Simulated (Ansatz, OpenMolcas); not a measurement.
[SiCl3]+ (SMILES Cl[Si+](Cl)Cl): methods side by side

[SiCl3]+: 4 atoms, total charge +1, spin state singlet. As SMILES, `Cl[Si+](Cl)Cl`. Geometry: relaxed at PBE0-D4/def2-TZVP.

Quantity: the vertical energy of the triplet above the singlet, in eV. The values are calculated.

```tsv
level	kind	program	value (eV)	CPU time (all runs)
HF/aug-cc-pVDZ	Hartree–Fock	Ansatz	5.99	84 s
SVWN5/aug-cc-pVDZ	LDA	Ansatz	4.99	28 s
BLYP/aug-cc-pVDZ	GGA	Ansatz	4.93	56 s
M06-L/aug-cc-pVDZ	meta-GGA	OpenMolcas	5.38	2.8 min
PBE0/aug-cc-pVDZ	global hybrid	Ansatz	5.36	50 s
PBE-QIDH/aug-cc-pVDZ	double hybrid	Ansatz	6.15	3.9 min
RPA@PBE/aug-cc-pVDZ	RPA	Ansatz	5.10	90 s
CCSD/aug-cc-pVDZ	coupled cluster or CI	Ansatz	6.20	4.1 min
```

The values span 4.93 to 6.20 eV. CPU times are rough (shared hosts, several kinds of processor and program).

At the singlet geometry every method places the triplet well above the singlet, so the ordering of these two states does not depend on the level of theory, though the size of the gap does. The large gap fits a closed-shell silicon(IV) cation: the highest occupied orbitals are essentially chlorine lone pairs, while the lowest empty one is probably the silicon 3p orbital perpendicular to the plane, raised by π donation from chlorine. Reaching the triplet would then move an electron from chlorine towards silicon and weaken that donation.

BLYP and SVWN5 give the smallest gaps, CCSD and PBE-QIDH the largest. Exact exchange alone does not order the functionals, since M06-L, which has none, matches PBE0 closely. Hartree–Fock falls below CCSD, probably because it omits the opposite-spin pair correlation that favours the singlet. RPA@PBE stays near the semilocal values despite its explicit correlation term. The vertical values do not give the adiabatic gap, which would be smaller once the triplet relaxed.
